Question

Gallium nitride, GaN, in the wurtzite structure was computed with the PBE density functional at seven fixed volumes. At each volume the atoms and the shape of the cell were allowed to settle, with the wurtzite symmetry kept.

Ansatz 0.2.0, scalar-relativistic PBE with PAW and plane waves (cutoff 420 eV), without spin polarization or dispersion correction, for wurtzite GaN; k mesh 12×12×6, Gaussian smearing of 0.02 eV. Atoms and cell shape were relaxed at each fixed volume, with a force tolerance of 0.01 eV/Å. Positive pressure means compression.

```
volume (relaxed cell) (Å³/atom)  c/a (relaxed cell)  shortest distance (relaxed cell) (Å)  energy over elements (eV/atom)  pressure (GPa)
                         10.347              1.6293                                 1.886                          -0.328          29.170
                         10.700              1.6293                                 1.907                          -0.382          20.000
                         11.053              1.6293                                 1.927                          -0.417          12.220
                         11.405              1.6291                                 1.947                          -0.437           5.620
                         12.111              1.6290                                 1.987                          -0.437          -4.760
                         12.464              1.6291                                 2.006                          -0.422          -8.810
                         12.934              1.6291                                 2.031                          -0.390         -13.260
```

The pressure is what must act from outside to hold the cell at that volume; a negative value means that the crystal is being pulled equally from all sides. The energy over elements is the energy of the compound relative to its elements in their standard forms.

(a) Two rows with clearly different volumes have the same energy. Why?

(b) Compare the change of pressure over equal steps of volume. What does it reveal about the stiffness, and can the geometry of the bonds alone account for it?

(c) How do the forces within a bond bear on the stiffness at different volumes?

(d) Estimate, from the pressures, the energy needed to compress the crystal by 6 % from its zero-pressure volume, and the energy needed to stretch it by 6 %.

Model answer

(a) The pressure is minus the slope of the energy against volume. At 11.405 Å³/atom it is 5.62 GPa, so the energy still falls as the cell grows; at 12.111 Å³/atom it is −4.76 GPa, so the energy is already rising. The two rows stand on opposite walls of a valley, at nearly equal distances from its floor. Their equal energies therefore do not mean that the energy is flat between them. Nor is the match exact: it holds to the three decimals of the table, while the unrounded energies put the smaller cell about 0.6 meV/atom higher. Its wall of the valley is slightly the steeper one.

No row lies on the floor itself. A smooth curve through the pressures puts it at 11.76 Å³/atom, with an energy over elements of about −0.443 eV/atom. PBE usually makes the GaN cell a few per cent too large and its energy of formation too weak, and the calculation leaves out temperature and zero-point motion, so neither value should be taken for a measured one.

(b) From 10.347 to 10.700 Å³/atom the pressure drops by 29.17 − 20.00 = 9.17 GPa. From 12.111 to 12.464 Å³/atom, a step of the same size, it drops by only 8.81 − 4.76 = 4.05 GPa. The crystal is stiff when squeezed and soft when stretched. In terms of the bulk modulus, the pressure needed per fractional loss of volume, the stiffness falls from about 273 GPa between the two smallest cells to 120 GPa between the two largest.

Part of this is geometry. The ratio c/a hardly changes, and the shortest distance, a Ga–N bond, follows the cube root of the volume. One length thus describes the whole cell. A cube root is steeper at small volumes, so removing some volume shortens the bonds by more than adding the same volume lengthens them. Even a perfect spring, equally hard to push and to pull, would make compression the dearer direction.

The effect is too weak to explain the table. If every bond were such a spring, the bulk modulus would fall by a factor of only 1.2 across the series, whereas the computed one falls by 2.3. A spring law fitted to all seven pressures also gives a pressure 2.2 GPa too low for the smallest cell. The bond itself must be harder to shorten than to lengthen.

(c) A bond has its natural length where attraction and repulsion balance, but the two change with distance at different rates. The attraction comes from electrons shared between gallium and nitrogen and from the opposite charges of the two atoms. It changes rather gently as the atoms move. The repulsion arises where filled shells overlap: the Pauli principle forbids their electrons to occupy the same states, and keeping them apart raises their kinetic energy. Overlap fades quickly with distance, and this repulsion fades with it.

Stiffness measures how fast the net force changes when the bond length changes. Repulsion adds to it, because the push grows steeply as the atoms approach. Attraction subtracts from it, because the pull weakens as the atoms separate and so gives less and less resistance to further stretching. Squeezing strengthens the steep, stiffening part most. Stretching removes that part first and leaves the bond increasingly to the part that softens it.

This explains why the pressure curve bends in the same sense through the whole series, with no break at zero pressure. Nothing special happens to the bond there; the push and the pull merely cancel. The calculation holds the wurtzite symmetry fixed, and within it the crystal remains an insulator with nearly the same shape at every volume, so no change of state lies behind the bend.

(d) A smooth curve fitted to the pressures gives a zero-pressure volume of 11.76 Å³/atom, a bulk modulus there of 172.3 GPa, and a rise of the bulk modulus by 4.44 GPa for each GPa of pressure. Let V be the volume, V₀ its value at zero pressure, and ε = (V − V₀)/V₀ the fractional change. Let r be the bond length and r₀ its value at V₀. Because r follows the cube root of V,

r − r₀ ≈ (r₀ε/3)(1 − ε/3)

For a perfect spring the energy goes as the square of this, which brings in a factor 1 − 2ε/3. A real bond adds its own asymmetry, written here as a further factor 1 − g(r − r₀)/r₀, where g is a pure number. To this order the energy above the minimum, per atom, is

ΔE ≈ ½B₀V₀ε²[1 − (2 + g)ε/3]

Here B₀ is the bulk modulus at zero pressure. The 2 is the share of geometry and g the share of the bond. In the same picture the bulk modulus rises by 1 + g for each GPa of pressure, so g = 4.44 − 1 = 3.44.

With 1 eV/Å³ = 160.2 GPa, the symmetric part at 6 % is

½ × 172.3 × 11.76 × 0.06² / 160.2 = 0.02277 eV

The correction is 5.44 × 0.06/3 = 0.1088. Compression therefore costs 22.77 × 1.1088 = 25.2 meV/atom, and stretching costs 22.77 × 0.8912 = 20.3 meV/atom.

The rows at 11.053 and 12.464 Å³/atom lie almost exactly 6 % below and above the minimum. Their computed costs are 25.5 and 20.5 meV/atom, so the estimate is about 1 % low for both. Compression is dearer by 24 %; with perfect springs it would be dearer by only 8 %. Most of the asymmetry thus belongs to the bond and not to the geometry.

Remarks on the reasoning

The most common slip in (a) is to read equal energies as a flat stretch of the curve. The signs of the pressures prevent it. A table of energies alone can hide a minimum between two rows, while a table of pressures shows on which side of it each row lies.

The estimate in (d) is not a blind prediction. Its constants come from a Morse bond, a standard form with a steep repulsion and a gentler attraction, fitted to the pressures of all seven rows, including the two just compared. The short formula is also limited to moderate changes of volume. For the smallest and the largest cell it falls about 3 % below the computed cost, because terms of higher order in ε have been dropped.

The numbers establish that the energy is asymmetric in the bond length. All distances in the crystal grow together here, so the forces from more distant atoms are counted with the bond. The cause given in (c) is argued from general bonding theory. The calculation does not split the energy into attraction and repulsion. A quite different form, with attraction between charges and a power-law repulsion, matches the pressures nearly as well and gives almost the same rise of stiffness with pressure. The curve therefore cannot decide whether GaN is better pictured as covalent or as ionic. The output below sets out these fits.

A careful answer also avoids reading the energy over elements as a measure of stability under pressure. It becomes less negative in the smallest cell, but the elements it refers to are not compressed, and the work done by the pressure is not included. Its changes from row to row describe the strain energy stored in the nitride, not whether the nitride would decompose.

For practical use, a bulk modulus quoted at zero pressure is a safe guide only for small strains. Over a wider range it understates the resistance to compression and overstates the resistance to stretching. For another crystal whose cell is governed by one bond length, the same two questions apply: how the length follows the volume, and how steeply the repulsion and the attraction change with that length. The first supplies the 2 in the formula; the second sets g, which has to be found for each material.

Printed output of the fit:

```
fit of pressure on 7 rows: coefficient of 1/x**2 561.9 +/- 25, coefficient of 1/x -557.2 +/- 25; rms 1.44, worst 10.347 -2.17, leave-one-out rms 2.29
fit of pressure on 7 rows: coefficient of exp(-s*(x-1))/x**2 -154.7 +/- 0.031, coefficient of exp(-2*s*(x-1))/x**2 157.5 +/- 0.03, s 3.421; rms 0.00524, worst 11.405 0.00937, leave-one-out rms 0.0131
fit of pressure on 7 rows: coefficient of x**(-4) -101.2 +/- 0.06, coefficient of x**(-(s+3)) 104.1 +/- 0.057, s 6.2; rms 0.0153, worst 11.053 -0.0176, leave-one-out rms 0.0398
Rows:
     row  volume less zero-pressure volume (Å³/atom)  energy above minimum (meV/atom)  integrated energy less computed (meV/atom)  bulk modulus from row before (GPa)  same for harmonic bond (GPa)
  10.347                                      -1.412                            114.6                                     0.05996                                 n/a                           n/a
    10.7                                      -1.059                            60.71                                     0.01271                               273.3                         207.4
  11.053                                     -0.7056                            25.47                                    -0.01566                               239.7                         200.8
  11.405                                     -0.3536                            6.044                                  -0.0008586                               210.5                         194.6
  12.111                                      0.3524                            5.404                                     -0.0226                               172.8                           186
  12.464                                      0.7054                            20.47                                    -0.01167                                 141                         177.9
  12.934                                       1.175                             53.1                                    -0.02187                               120.2                         172.1
Zero-pressure volume, Morse (Å³/atom): 11.76
Zero-pressure volume, Coulomb plus power law (Å³/atom): 11.76
Bulk modulus at zero pressure, Morse (GPa): 172.3
Rise of bulk modulus per GPa of pressure, Morse (harmonic bond gives 1): 4.439
Rise of bulk modulus per GPa of pressure, Coulomb plus power law: 4.4
Energy over elements at the minimum (eV/atom): -0.4427
Cost of compression over cost of stretch, near-equal pair of rows: 1.244
Same ratio for a harmonic bond: 1.084
Largest over smallest bulk modulus between rows: 2.274
Same ratio for the harmonic bond: 1.205
```
